Judd–Ofelt line strength, selection rules and radiative rate of 4f–4f transitions

1. Result

A trivalent lanthanide ion with configuration 4f^N at a crystal site without a centre of inversion emits electric-dipole light between two levels ψJ and ψ′J′ of that configuration, although both have the same nominal parity. Under premises P1–P6 below the line strength, in m², is

S(ψJ, ψ′J′) = Σ_{t=2,4,6} Ω_t |⟨ψJ‖U^(t)‖ψ′J′⟩|².   (1)

The reduced matrix elements of the unit tensors U^(t) belong to the 4f shell, and the three parameters Ω_t ≥ 0 contain all that depends on the site:

Ω_t = (2t+1) Σ_{k=t±1} Σ_p |A_kp|² Ξ(k,t)²/(2k+1),   (2)

with A_kp the odd crystal-field coefficients and Ξ(k,t) defined in (9). The term t needs |J−J′| ≤ t ≤ J+J′. Hence |J−J′| ≤ 6, and a level with J = 0 connects only to J′ = 2, 4, 6, so that 0 ↔ 0 and 0 ↔ odd J′ are forbidden. The spontaneous rate from the emitting level J, at vacuum wavelength λ in a host of refractive index n, is

A_ED = 16π³ e² S n(n²+2)²/[27 ε₀ h λ³ (2J+1)].   (3)

In Gaussian units e²/(4πε₀) becomes e² and the factor 16π³/ε₀ becomes 64π⁴. The magnetic-dipole rate, allowed by parity, is

A_MD = n³ A_MD,0,  A_MD,0 = 16π³ μ₀ μ_B² |⟨ψJ‖L+2S‖ψ′J′⟩|²/[3 h λ³ (2J+1)],   (4)

where L and S are in units of ħ and the electron g-factor is set to 2. The theory is due to Judd and to Ofelt (both 1962).

2. Conventions and premises

C^(k)_q = [4π/(2k+1)]^(1/2) Y_kq with Condon–Shortley phases. The 3j symbol is written (a b c; α β γ), the 6j symbol {a b c; d e f}, the Clebsch–Gordan coefficient ⟨aα bβ|cγ⟩. Reduced elements are defined by the Wigner–Eckart theorem in the form

⟨JM|T^(t)_ρ|J′M′⟩ = (−1)^(J−M) (J t J′; −M ρ M′) ⟨J‖T^(t)‖J′⟩,

which gives ⟨l‖C^(k)‖l′⟩ = (−1)^l [(2l+1)(2l′+1)]^(1/2) (l k l′; 0 0 0). The one-electron unit tensor u^(t) acts on the orbital state only and has ⟨3‖u^(t)‖3⟩ = 1; U^(t) is its sum over the 4f electrons. The dipole operator is −eD, with D_q = Σ_i r_i C^(1)_q(i). The line strength is S = Σ_{M,M′,q} |⟨ψJM|D_q|ψ′J′M′⟩|², evaluated with the perturbed states.

P1. The 4f^N states are free-ion states in intermediate coupling, |ψJM⟩ = Σ c(αSL)|αSLJM⟩. The even part of the crystal field splits a level into Stark components but does not mix different J.
P2. The odd part is a spin-independent one-electron potential V = Σ_{k odd, p} A_kp Σ_i r_i^k C^(k)_p(i), treated in first order.
P3. All states of an opposite-parity configuration, 4f^(N−1)n′l′ or (n′d)⁹4f^(N+1), have one energy E(n′l′).
P4. That energy lies so high that its distance from the initial and from the final level is the same Δ(n′l′).
P5. The Stark components of the emitting level are equally populated, and one wavelength describes the whole J → J′ band.
P6. The host is transparent, optically isotropic and non-magnetic, and the field at the ion is the Lorentz local field.

3. Proof of the line strength

Step 1, parity mixing. D is odd, so it vanishes within 4f^N. For 4f^N states a and b, first-order theory gives |ã⟩ = |a⟩ + Σ_ν |ν⟩⟨ν|V|a⟩/(E_a − E_ν), with ν running over opposite-parity states, and likewise for b. To first order in V,

⟨ã|D_q|b̃⟩ = Σ_ν [⟨a|D_q|ν⟩⟨ν|V|b⟩/(E_b − E_ν) + ⟨a|V|ν⟩⟨ν|D_q|b⟩/(E_a − E_ν)].   (5)

Step 2, closure. By P3 the denominators leave the sum within each configuration, and Σ_ν|ν⟩⟨ν| becomes the projector P on it. With Δ_a = E(n′l′) − E_a and Δ_b = E(n′l′) − E_b the configuration contributes −⟨a|D_q P V|b⟩/Δ_b − ⟨a|V P D_q|b⟩/Δ_a.

Step 3, reduction to one electron. Let f†_m create a 4f electron and g†_μ an n′l′ electron; the spin index is conserved and summed. For an empty shell n′l′, the part of V that reaches the configuration is Σ V_μm′ g†_μ f_m′ and the part of D_q that returns is Σ D_mμ f†_m g_μ. On a state with that shell empty, g_μ g†_μ′ = δ_μμ′, so

D_q P V = Σ_{m,m′} [Σ_μ D_mμ V_μm′] f†_m f_m′,

a one-electron operator inside the 4f shell. For a filled shell (3d, 4d) the product is Σ D_μm′ V_mμ′ g†_μ f_m′ f†_m g_μ′ with g†_μ g_μ′ = δ_μμ′, and f_m′ f†_m = δ_mm′ − f†_m f_m′. This is a constant, which cannot connect orthogonal states, minus the one-electron operator with D and V in reverse order.

Step 4, recoupling. The radial factor is R_k = ⟨4f|r|n′l′⟩⟨n′l′|r^k|4f⟩ in either order. For the angular factor the product of two tensor components is expanded in coupled tensors, C^(1)_q C^(k)_p = Σ_t ⟨1q kp|tρ⟩ [C^(1)×C^(k)]^(t)_ρ with ρ = q+p. The projector on l′ is a scalar and may stand between the factors. The reduced element of a coupled product between l = 3 states through the single intermediate l′ is (−1)^t (2t+1)^(1/2) {1 k t; 3 3 l′} times the product of the two reduced elements, since the sum over intermediate projections of three 3j symbols is by definition a 6j symbol times a 3j symbol. By the Wigner–Eckart theorem any rank-t operator inside l = 3 is its reduced element times u^(t). Therefore

Σ_μ ⟨3m|C^(1)_q|l′μ⟩⟨l′μ|C^(k)_p|3m′⟩ = Σ_t (−1)^t (2t+1)^(1/2) ⟨1q kp|tρ⟩ {1 k t; 3 3 l′} γ_k ⟨3m|u^(t)_ρ|3m′⟩,   (6)

γ_k = ⟨3‖C^(1)‖l′⟩⟨l′‖C^(k)‖3⟩ = (−1)^(3+l′) 7(2l′+1) (3 1 l′; 0 0 0)(l′ k 3; 0 0 0).

The first 3j symbol restricts l′ to 2 and 4. The triads of the 6j symbol require t ≤ 6 from (3 3 t), |k−1| ≤ t ≤ k+1 from (1 k t), and k ≤ 3+l′.

Step 5, cancellation of odd ranks. In the reverse order C^(k)_p C^(1)_q the 6j symbol is unchanged, being symmetric under exchange of columns, and so is γ_k, since a non-zero 3j symbol with zero projections is fully symmetric. Only the Clebsch–Gordan coefficient changes: ⟨kp 1q|tρ⟩ = (−1)^(k+1−t)⟨1q kp|tρ⟩, and the phase is (−1)^t for odd k. For an empty shell the rank-t term therefore carries

1/Δ_b + (−1)^t/Δ_a.   (7)

By P4 this is 2/Δ for even t and zero for odd t. For a filled shell the two orders are exchanged and the sign is reversed, which gives −2/Δ and zero. The term t = 0 is proportional to the electron number and drops out between orthogonal states. What remains is an effective operator within 4f^N,

D_q^eff = −Σ_{t=2,4,6} Σ_{k,p} (2t+1)^(1/2) A_kp Ξ(k,t) ⟨1q kp|t q+p⟩ U^(t)_(q+p),   (8)

Ξ(k,t) = 2 Σ_{n′l′} η {1 k t; 3 3 l′} γ_k R_k/Δ(n′l′),   (9)

with η = +1 for empty shells (continuum included) and −1 for filled ones. Even t and odd k leave k = t ± 1, so k = 1, 3, 5, 7, and k = 7 acts through g orbitals only. A_kp is in J m^(−k) and Ξ in m^(k+1) J⁻¹, so their product is a length.

Step 6, sum over components. Write D_q^eff = Σ_{t,ρ} a^t_qρ U^(t)_ρ. By P1 the Stark components are unitary combinations of the M states of one J, so the sum over them equals the sum over M and M′. The orthogonality

Σ_{M,M′} (J t J′; −M ρ M′)(J t′ J′; −M ρ′ M′) = δ_tt′ δ_ρρ′/(2t+1)

removes all interference between ranks and gives S = Σ_t |⟨ψJ‖U^(t)‖ψ′J′⟩|² Σ_{q,ρ} |a^t_qρ|²/(2t+1). With p = ρ − q as summation variable, (8) gives

Σ_{q,ρ} |a^t_qρ|² = (2t+1) Σ_{k,k′,p} A_kp A*_k′p Ξ(k,t) Ξ(k′,t) Σ_q ⟨1q kp|t q+p⟩⟨1q k′p|t q+p⟩.

Each Clebsch–Gordan coefficient is (2t+1)^(1/2) times a 3j symbol and a phase that is the same for k and k′, both odd. The same orthogonality, summed over the projections of 1 and t at fixed p, makes the last sum δ_kk′ (2t+1)/(2k+1). The two factors 2t+1 divided by one give (1) and (2).

4. Proof of the selection rules

The 3j symbol in the Wigner–Eckart theorem vanishes unless |J−J′| ≤ t ≤ J+J′. Since t ≤ 6, |J−J′| ≤ 6. For J = 0 the triangle forces J′ = t, so J′ = 2, 4 or 6, each fed by one parameter alone: S(0→t) = Ω_t |⟨0‖U^(t)‖t⟩|². The condition J+J′ ≥ 2 also excludes 1/2 ↔ 1/2. Between pure terms, coupled in the order (SL)J,

⟨αSLJ‖U^(t)‖α′S′L′J′⟩ = δ_SS′ (−1)^(S+L′+J+t) [(2J+1)(2J′+1)]^(1/2) {J J′ t; L′ L S} ⟨αSL‖U^(t)‖α′SL′⟩,   (10)

because U^(t) acts on the orbital part alone. This gives ΔS = 0 and |ΔL| ≤ t. These two rules are relaxed by the spin–orbit mixing in P1, while the rules on J hold as long as J is good. At a site with inversion symmetry all odd A_kp vanish and the static Ω_t are zero. The magnetic moment −μ_B(L+2S) is an even rank-1 operator, so it needs no odd field and obeys |ΔJ| ≤ 1, not 0 ↔ 0; from J = 0 it reaches J′ = 1 only.

5. Proof of the rates

In a volume 𝒱 of a medium of index n, dispersion neglected, the zero-point energy ħω/2 of a mode equals ε₀n²⟨E²⟩𝒱, electric and magnetic parts being equal, so the squared vacuum amplitude is E₀² = ħω/(2ε₀n²𝒱). With wave number nω/c, the number of modes per polarisation, unit angular frequency and solid angle is 𝒱n³ω²/(2πc)³. (Dispersion replaces one factor n by the group index in both expressions, where it cancels.) The field at the ion is f_L times the macroscopic field. For a transition moment d, the golden rule gives

A = (2π/ħ²) f_L² E₀² 𝒱n³ω²/(2πc)³ Σ_pol ∫ |d·ê|² dΩ.

For a Cartesian component of d at angle θ to the wave vector the polarisation sum is sin²θ, with ∫ sin²θ dΩ = 8π/3, and cross terms between components integrate to zero. Hence

A = n f_L² ω³ |d|²/(3π ε₀ ħ c³) = 16π³ n f_L² |d|²/(3 ε₀ h λ³),

using ω = 2πc/λ and ħ = h/2π. The Lorentz field is E + P/(3ε₀) with P = ε₀(n²−1)E, so f_L = (n²+2)/3. Summing over final components and averaging over the 2J+1 initial ones (P5) replaces |d|² by e²S/(2J+1), which is (3).

For the magnetic dipole m the coupling is −m·B, with B₀ = nE₀/c, so B₀² = μ₀ħω/(2𝒱), independent of n, and a non-magnetic host needs no local-field factor. The mode density supplies n³, and A = n³ μ₀ ω³ |m|²/(3πħc³), which is (4).

6. Scaling to a magnetic-dipole line

All lines from one level share its population, so the ratio of photon fluxes integrated over two bands is the ratio of their rates. For Eu³⁺ (4f⁶) the emitting level ⁵D₀ is non-degenerate, so the population part of P5 is exact. Under P1–P4 the ⁷F₁ line is purely magnetic, the ⁷F₂, ⁷F₄ and ⁷F₆ lines are electric with one Ω_t each, and ⁷F₀, ⁷F₃ and ⁷F₅ are dark. With R_t = flux(⁷F_t)/flux(⁷F₁), χ = n(n²+2)²/9 and K = 16π³e²/(3ε₀h) = 7.235×10⁸ m s⁻¹,

A_t = R_t n³ A_MD,0,  Ω_t = A_t λ_t³/(K χ |⟨⁵D₀‖U^(t)‖⁷F_t⟩|²),  1/τ_rad = n³ A_MD,0 (1 + Σ_t R_t).   (11)

Rates and lifetime need neither the U^(t) elements nor the local field; only Ω_t does. A spectrum recorded as power must first be divided by the photon energy.

7. Range of validity

The sizes below use typical or assumed inputs for Eu³⁺ on the C₂ site of cubic Y₂O₃: n ≈ 1.93, bands near 580, 593 and 615 nm for ⁷F₀, ⁷F₁ and ⁷F₂, R₂ = 7.0 and A_MD,0 ≈ 14.65 s⁻¹.

(a) Unequal denominators. If Δ_a and Δ_b are Δ ∓ ħω/2, the odd and even factors in (7) stand in the ratio r = (Δ_b − Δ_a)/(Δ_b + Δ_a) = ħω/(2Δ). With ħω = 2.02 eV (615 nm) and an assumed Δ = 7.5 eV, r = 0.13 and r² = 0.018. This is small for an allowed line but matters for the reference line, which t = 1 can feed. Since ⟨3‖l‖3⟩² = 3·4·7 = 84, U^(1) = L/√84; between levels of different J the operator J = L+S vanishes, so L+2S and −L have the same element. From (4) at 593 nm the input A_MD,0 implies |⟨⁵D₀‖L+2S‖⁷F₁⟩|² = 0.113, hence |U^(1)|² = 0.0013, against a typical 0.0032 for |U^(2)|². If the t = 1 coefficient is r²Ω₂ in order of magnitude, then with (615/593)³ = 1.115 the electric part of the ⁷F₁ line is about 0.06 of the magnetic part.

(b) Closure. The opposite-parity configurations are several eV wide, and P3 ignores spin–orbit coupling within them. The ⁵D₀ → ⁷F_J lines exist only through spin–orbit mixing across an interval of order ħω; the neglected spin flips in the intermediate states have denominator Δ, so their relative amplitude is of order ħω/Δ = 0.27 and, by interference, the strength can change by tens of per cent. In oxides the O²⁻ → Eu³⁺ charge-transfer band, typically near 5 eV in Y₂O₃, lies lower still. Charge-transfer admixture and dipoles induced on the ligands are absent from (9) and are absorbed in empirical Ω_t. Parameters drawn from ⁵D₀ emission are therefore effective ones: their transfer to other lines is approximate, and (2) is not a reliable way to compute them.

(c) J-mixing. Only the rank-2 even field, H = Σ b_q U^(2)_q, splits ⁷F₁, and only it couples ⁷F₂ to ⁷F₁ or ⁷F₀ (triangle rule). By the orthogonality of Step 6, Σ_{M,M′}|⟨JM|H|J′M′⟩|² = |⟨J‖U^(2)‖J′⟩|² Σ|b_q|²/5. For a pure ⁷F term (S = L = 3), (10) gives 9/56, 3/56 and 8/56 for the pairs 1–1, 1–2 and 0–2, times a common factor. Typical ⁷F₁ components at about −21, 0 and +21 meV give 882 meV² for 1–1, hence 294 and 784 meV². With typical separations of 80 meV (1–2) and 125 meV (0–2), the total admixed weights W, the sums divided by the squared separations, are 0.046 and 0.050. If the electric strength is spread without correlation over the five ⁷F₂ components, a fraction W/5 of it is transferred. In units of the magnetic rate the ⁷F₁ line gains R₂(W/5)·1.115 = 0.07 of electric intensity and passes W/3 = 0.015 of its magnetic strength to ⁷F₂, and the forbidden ⁷F₀ line appears with R₂(W/5)·1.192 = 0.08, where 1.192 = (615/580)³. Concentration of the strength in the most strongly mixed component could raise the borrowed parts at most fivefold. The reference line is thus magnetic to roughly a tenth, and A_t, Ω_t and τ_rad carry that uncertainty.

(d) Local field. The Lorentz factor is f_L = 1.908. An empty spherical cavity gives f_L = 3n²/(2n²+1) = 1.322, and the squares differ by a factor 2.08. Values of Ω_t can be compared only within one convention. In particles much smaller than λ the index of the surroundings enters, and (3) and (4) with the bulk n fail.

(e) Wavelength and index. The ⁷F₂ components span typically 65 meV, over which ω³ varies by 10 per cent; λ_t must be the intensity-weighted centre. A change of 0.01 in n changes χ by 2 per cent.

(f) Sites. Cubic Y₂O₃ has three C₂ cation sites for each centrosymmetric C₃ᵢ site, where ⁵D₀ radiates mainly to ⁷F₁. If the sites were fed in the ratio 3:1, each with unit yield and no transfer, and a C₂ ion put one photon in 8.8 into ⁷F₁ (Section 8), the apparent reference flux would be up to 1 + 8.8/3 = 3.9 times that of C₂ alone. Equation (11) applies to the spectrum of one site.

(g) Decay channels. τ_rad is the decay time only if non-radiative loss is negligible. The gap from ⁵D₀ to ⁷F₆, 1.51 eV for a band near 820 nm, takes 20 phonons of a typical maximum energy of 75 meV, so multiphonon decay is negligible in a dilute crystal; transfer to defects and surfaces is outside the theory.

8. Illustration: ⁵D₀ emission of Eu³⁺ on the C₂ site of Y₂O₃

Inputs, typical and approximate: n = 1.93 for all bands; A_MD,0 = 14.65 s⁻¹; λ₂ = 615 nm, λ₄ = 705 nm, λ₆ = 820 nm; squared elements |U^(t)|² = 0.0032, 0.0023 and 0.0002 for t = 2, 4, 6. The photon ratios R₂ = 7.0 and R₄ = 0.8 are illustrative, chosen to reproduce the typical red-dominated spectrum and millisecond decay of the bulk phosphor.

Index factors: n³ = 7.189 and χ = 7.028.
Reference line: A_MD = 105.3 s⁻¹.
⁷F₂: A₂ = 737 s⁻¹; Kχ/λ₂³ = 2.186×10²⁸ m⁻² s⁻¹; S = 3.37×10⁻²⁶ m²; Ω₂ = 10.5×10⁻²⁴ m².
⁷F₄: A₄ = 84 s⁻¹; Kχ/λ₄³ = 1.451×10²⁸ m⁻² s⁻¹; S = 5.8×10⁻²⁷ m²; Ω₄ = 2.5×10⁻²⁴ m².
⁷F₆: by (3) each 10⁻²⁴ m² of Ω₆ gives 1.8 s⁻¹, which is 0.2 per cent of the total below, and the line is dropped.

The unit 10⁻²⁴ m² equals the customary 10⁻²⁰ cm². The sum 1 + R₂ + R₄ = 8.8 gives a total rate of 927 s⁻¹, τ_rad = 1.08 ms, and branching ratios 0.11, 0.80 and 0.09 for ⁷F₁, ⁷F₂ and ⁷F₄. A ⁷F₀ line of the size estimated in (c) would add about 1 per cent to the rate. With the empty-cavity field the same rates would give Ω₂ = 22×10⁻²⁴ m² and an unchanged lifetime.

Items (a) and (c) leave an uncertainty of order a tenth, so the model's results are Ω₂ ≈ 1×10⁻²³ m² and Ω₄ ≈ 2.5×10⁻²⁴ m² in the Lorentz convention, and τ_rad ≈ 1.1 ms. A decay time near 1 ms is typical of the C₂ site in bulk Y₂O₃:Eu, but the ratios R_t were chosen with that in view, so these numbers show how (11) converts a spectrum into rates and parameters and are no test of the theory.